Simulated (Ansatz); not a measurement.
# Sn3Se: energy along a strain

Sn3Se, Fm-3m, a = 7.456 Å. The structure is a Materials Project entry; whether it is the stable form wasn't checked. Ansatz: PBE, PAW, 420 eV, Γ-centred 12×12×12 mesh on 4 atoms, Gaussian smearing 0.15 eV; no spin polarisation. Cell vectors (Å): 0.000 3.728 3.728; 3.728 0.000 3.728; 3.728 3.728 0.000. The cell is strained by x per cent times the pattern (0 0 0 1 0 0) in the order xx yy zz yz xz xy (engineering shears), with fractional coordinates held. y is the free energy over the start, V0 = 25.905 Å³/atom. Symmetry makes y even in x.

```
x (%) y (meV/atom)
-2.00             ?
-1.00          0.08
 0.00          0.00
 0.50          0.02
 0.75          0.05
 1.25          0.13
 1.50          0.19
 1.75          0.25
```

Problem. Fit y = c2 x² + c4 x⁴ to the other rows, get the stiffness along the pattern, and predict the missing energy.

Solution. Least squares on the rows shown. y = 0.08491 x² − 0.0009132 x⁴. The clamped-ion stiffness p·C·p = 2 × 0.8491 eV × 160.2 / 25.905 Å³ = 10.5 GPa, which is C44 in these axes. With a term in x⁶ added, the coefficient of x² becomes 0.07924, 7 % less, which shows how far this figure hangs on the form. At x = -2.00 the fit asked for gives 0.33 meV/atom. The run gave 0.33 meV/atom, the same to the digits shown.

Cost: 8 runs of about 8.5 core-minutes in all, on Intel Xeon Processor @ 2.70GHz (shared hosts).

The energy rises almost quadratically with shear, and the resulting C44 of 10.5 GPa describes a lattice that yields easily to this distortion. The negative quartic term would mean softening at larger strain, but over this range its contribution is no larger than about the last printed digit, so anharmonicity isn't established. The match at -2.00 therefore mainly confirms the harmonic part.

The low stiffness probably reflects the bonding. With so much tin, the compound can't be a simple valence-balanced selenide, and delocalised Sn-Sn bonding resists changes of bond angle less than a directional covalent network does. Shear also lowers the symmetry enough to let the tin atoms on the tetrahedral sites shift against the rest of the lattice. Such internal relaxation can only lower the energy of the strained cell, so the clamped-ion value is an upper bound on the relaxed C44 within the same functional. The positive curvature thus shows resistance to one homogeneous shear with frozen internal coordinates, not mechanical stability, which also depends on the other elastic constants and the phonons.
